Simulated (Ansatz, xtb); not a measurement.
# Relative energy of two isomers of C6H8OSi

Structure X: `C=Cc1cc([SiH3])co1`, a singlet. Structure Y: `C=Cc1ccc([SiH3])o1`, a singlet. Both are isolated molecules in the gas phase, relaxed with B3LYP-D3(BJ)/def2-SVP, each in the lowest conformer that the search found.

Quicker runs give these differences E(Y) − E(X): GFN2-xTB −1.55 kcal/mol; HF/STO-3G −0.89 kcal/mol (at GFN2-xTB geometries); r2SCAN-D4/def2-SVP −0.27 kcal/mol (at GFN2-xTB geometries).

**Question.** Estimate E(Y) − E(X) at the level CCSD(T)/def2-SVP + ΔMP2/def2-TZVPP.

**Answer.** CCSD(T)/def2-SVP + ΔMP2/def2-TZVPP gives E(Y) − E(X) = +0.75 kcal/mol, slightly favouring structure X, which is too small a margin to settle the true order.

The same difference at several levels:

| level | geometry | E(Y) − E(X) (kcal/mol) | departure from the last row (kcal/mol) | job, with rough time for the two |
| --- | --- | --- | --- | --- |
| GFN2-xTB | GFN2-xTB | −1.55 | −2.30 | optimisation, 0.15 s |
| HF/STO-3G | GFN2-xTB | −0.89 | −1.64 | single point, 0.58 s |
| r2SCAN-D4/def2-SVP | GFN2-xTB | −0.27 | −1.02 | single point, 3.8 s |
| B3LYP-D3(BJ)/def2-SVP | B3LYP-D3(BJ)/def2-SVP | +0.37 | −0.38 | optimisation, 94 s |
| HF/def2-SVP | B3LYP-D3(BJ)/def2-SVP | +1.09 | +0.33 | part of the CCSD(T) run |
| MP2/def2-SVP | B3LYP-D3(BJ)/def2-SVP | +0.95 | +0.20 | part of the CCSD(T) run |
| CCSD(T)/def2-SVP | B3LYP-D3(BJ)/def2-SVP | +0.97 | +0.22 | single point |
| CCSD(T)/def2-SVP + ΔMP2/def2-TZVPP | B3LYP-D3(BJ)/def2-SVP | +0.75 |  | single point, 78 s |

As drawn, both hold the same kinds of bond in the same numbers.

The largest departure from CCSD(T)/def2-SVP + ΔMP2/def2-TZVPP is that of GFN2-xTB, 2.30 kcal/mol. The last row adds to CCSD(T) the change of the MP2 difference between the two basis sets, here −0.22 kcal/mol.

With thermal terms from frequencies at re-optimised GFN2-xTB minima (ideal gas, soft modes damped towards free rotors, one conformer each, 298.15 K, 1 atm): the zero-point term adds 0.00 kcal/mol; ΔH is +0.76 and ΔG +0.67 kcal/mol.

The correlated steps freeze 12 core orbitals. Programs: Ansatz 0.2.0, xtb 6.7.1; the last row on 2 threads of Intel(R) Xeon(R) 6975P-C (Granite Rapids) on a shared host.

The isomers differ only in where the silyl group sits on the 2-vinylfuran ring: at C4, a β position, in X, and at C5, next to oxygen, in Y. The near-degeneracy probably reflects opposing effects. Oxygen's inductive pull stabilises the carbon σ-density that electropositive silicon releases at C5, while the ring's π-donation and local electrostatics can offset this gain. Silyl is only a weak π-acceptor, so conjugation with the vinyl group through the ring should add little preference for Y.

Hartree–Fock, MP2 and CCSD(T) in the same basis and at the same geometries nearly agree, so the small preference for X is already present at the mean-field level. Enlarging the basis moves the difference more than correlation does in the smaller one. The three levels that favour Y all use GFN2-xTB geometries, so their reversed sign can't be assigned to the electronic method alone. The energy difference does not predict synthetic selectivity: lithiation of 2-vinylfuran followed by silylation would be expected to favour Y, because the ring proton next to oxygen is the more acidic.
